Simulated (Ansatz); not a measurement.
**Ti: energy along a strain**

Ti, P6_3/mmc, a = 2.950 Å, c = 4.686 Å (as given, not relaxed at this level: -5.9 GPa). Ansatz: PBEsol, PAW, 420 eV, Γ-centred 18×18×10 mesh on 2 atoms, Gaussian smearing 0.15 eV; no spin polarisation. Cell vectors (Å): 2.950 0.000 0.000; -1.475 2.555 0.000; 0.000 0.000 4.686. The cell is strained by x per cent times the pattern (0 0 1 0 0 0) in the order xx yy zz yz xz xy (engineering shears), with fractional coordinates held. y is the free energy over the start, V0 = 17.658 Å³/atom.

```tsv
x (%)	y (meV/atom)
-4.00	?
-3.00	-11.75
-2.00	-9.88
-1.00	-5.93
0.00	0.00
1.00	7.80
2.00	17.35
3.00	28.53
3.50	34.71
4.00	41.27
```

Task: Fit y = c1 x + c2 x² + c3 x³ to the other rows, get the stiffness along the pattern, and predict the missing energy.

Result: Least squares on the rows shown. y = 6.8800 x + 0.93262 x² − 0.018403 x³. The clamped-ion stiffness p·C·p = 2 × 9.326 eV × 160.2 / 17.658 Å³ = 169 GPa, which is C33 in these axes (second derivative at the start, which stands under stress). At x = -4.00 the fit asked for gives -11.42 meV/atom. The run gave -11.46 meV/atom, so the fit is 0.04 meV/atom too high, a small miss on the scale of the series.

Titanium lowers its energy when this cell is shortened along c, and the minimum lies between -3.00 and -4.00 %. That is not the equilibrium c axis: the basal plane is held at a length that is probably also too large for PBEsol, which tends to bind 3d metals tightly, so part of the shortening is a Poisson response to the stretched plane. The negative cubic term is ordinary anharmonicity. Repulsion and the kinetic energy of the compressed electrons rise steeply as the layers approach, while the bonding weakens as they separate, so the curvature falls with extension. This suggests that the stretched starting cell contributes to a C33 somewhat below the measured one. Holding the fractional coordinates costs nothing here, because a strain along c keeps the hexagonal symmetry and the atoms sit on sites fixed by it; clamped-ion and relaxed-ion C33 therefore coincide, unlike the constants for shear within the basal plane. The close prediction at -4.00 % supports a smooth cubic description over this range, but says nothing about the elastic anisotropy.
